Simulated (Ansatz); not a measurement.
## Ligand exchange: GeH(OH)3 + BH(CH3)(OH) → Ge(OH)4 + BH2(CH3)

Gas-phase species: GeH(OH)3, singlet; BH(CH3)(OH), singlet; Ge(OH)4, singlet; BH2(CH3), singlet. The partners trade H for OH: Ge–H and B–OH bonds give way to Ge–OH and B–H.

Shapes, held fixed at every level: PBE0-D4/def2-TZVP. Flexible molecules stand in one conformer, not always the lowest. Programs: Ansatz 0.2.0. The zero-point and thermal change to 298 K, harmonic and unscaled (PBE0-D4/def2-TZVP), is -3.4 kJ/mol.

Task: Estimate ΔH(298 K) of this reaction.

Result: The highest level, CCSD(T)/def2-TZVPP, gives ΔH(298 K) = +93.6 kJ/mol; the levels span +92.5 to +118.0. The column of differences is taken from that level and isn't an error. No measured value is set beside it here. Relativity is left out for Ge. Outer-core shells of Ge are correlated, in sets that cover them unevenly.

| level | kind | ΔH(298 K) (kJ/mol) | less CCSD(T)/def2-TZVPP |
| --- | --- | --- | --- |
| HF/def2-SVP | Hartree–Fock | +104.9 | +11.3 |
| SPW92/def2-TZVPP | LDA | +118.0 | +24.4 |
| PBE-D4/def2-TZVPP | GGA | +106.6 | +13.0 |
| r2SCAN0-D4/def2-TZVPP | global hybrid | +97.6 | +4.0 |
| B2PLYP/def2-TZVPP | double hybrid | +99.0 | +5.4 |
| CCSD/def2-TZVPP | coupled cluster or CI | +92.5 | -1.1 |
| CCSD(T)/def2-TZVPP | coupled cluster or CI | +93.6 | 0.0 |

Exchanging H for OH between these partners is strongly endothermic at every level, so hydroxide prefers boron and hydride prefers germanium. The main reason is probably the B–OH bond: besides its strong polar σ component, an oxygen lone pair donates into the empty boron p orbital. In BH2(CH3) that orbital is left with only weak hyperconjugation from the methyl group. Replacing Ge–H by Ge–OH gains a polar bond too, but four-coordinate germanium has no comparably low-lying empty p orbital, and the gain falls well short of the loss at boron.

The thermal term of -3.4 kJ/mol is minor, so the preference is electronic in origin. Perturbative triples shift the coupled-cluster value by only 1.1 kJ/mol, which suggests that higher excitations matter little, though it doesn't test basis-set convergence. The density functionals all lie above CCSD(T), LDA furthest, possibly because they overestimate the B–O bonding relative to Ge–O. The result applies to monomeric BH2(CH3); dimerisation through B–H–B bridges would stabilise the product side and make the overall process less endothermic.
